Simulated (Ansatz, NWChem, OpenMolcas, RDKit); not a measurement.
# CHClF2 (SMILES FC(F)Cl): the HOMO–LUMO gap, rung by rung

CHClF2 has 5 atoms, charge 0, and is taken as a singlet. As SMILES, `FC(F)Cl`. The shape is that of a PBE0-D4/def2-TZVP optimisation.

Quantity: the HOMO–LUMO gap, in eV. The values are calculated.

```csv
level,kind,program,value (eV),CPU time
extended Hückel,semi-empirical,RDKit,19.27,under 2 s
HF/6-311+G**,Hartree–Fock,OpenMolcas,15.10,24 s
SVWN5/6-311+G**,LDA,OpenMolcas,7.25,33 s
BLYP/6-311+G**,GGA,NWChem,7.20,16 s
TPSS/6-311+G**,meta-GGA,OpenMolcas,7.60,48 s
B3LYP/6-311+G**,global hybrid,Ansatz,9.18,7.5 s
r2SCAN0/6-311+G**,hybrid meta-GGA,Ansatz,10.28,14 s
CAM-B3LYP/6-311+G**,range-separated hybrid,Ansatz,11.95,7.8 s
PBE-QIDH/6-311+G**,double hybrid,Ansatz,13.33,10 s
```

The values span 7.20 to 19.27 eV. Orbital gaps aren't excitation energies, and those of double hybrids come from the SCF part alone; they tend to grow with the share of exact exchange. CPU times are rough (shared hosts, several kinds of processor): they show what a rung costs within a factor of a few.

The three semi-local functionals agree closely, at 7.20 to 7.60 eV, so density-gradient and kinetic-energy terms matter little here. The gap opens only once nonlocal exchange enters, reaching 15.10 eV in Hartree–Fock. A semi-local potential acts almost alike on filled and empty orbitals, whereas Fock exchange stabilises the filled ones and leaves the empty ones exposed to the repulsion of all the electrons. Extended Hückel breaks this pattern: it has no explicit exchange yet gives the widest gap, probably because its minimal valence basis offers only strongly antibonding empty levels.

The HOMO is expected to be essentially a chlorine 3p lone pair, since fluorine's lone pairs are bound more tightly. The LUMO probably mixes C–Cl σ* and diffuse character, and in Hartree–Fock it may be little more than a discretised continuum state. The largest gaps are therefore no measure of the C–Cl bond's resistance to electron attachment. Without the separate orbital energies, the widening can't be apportioned between a falling HOMO and a rising LUMO.
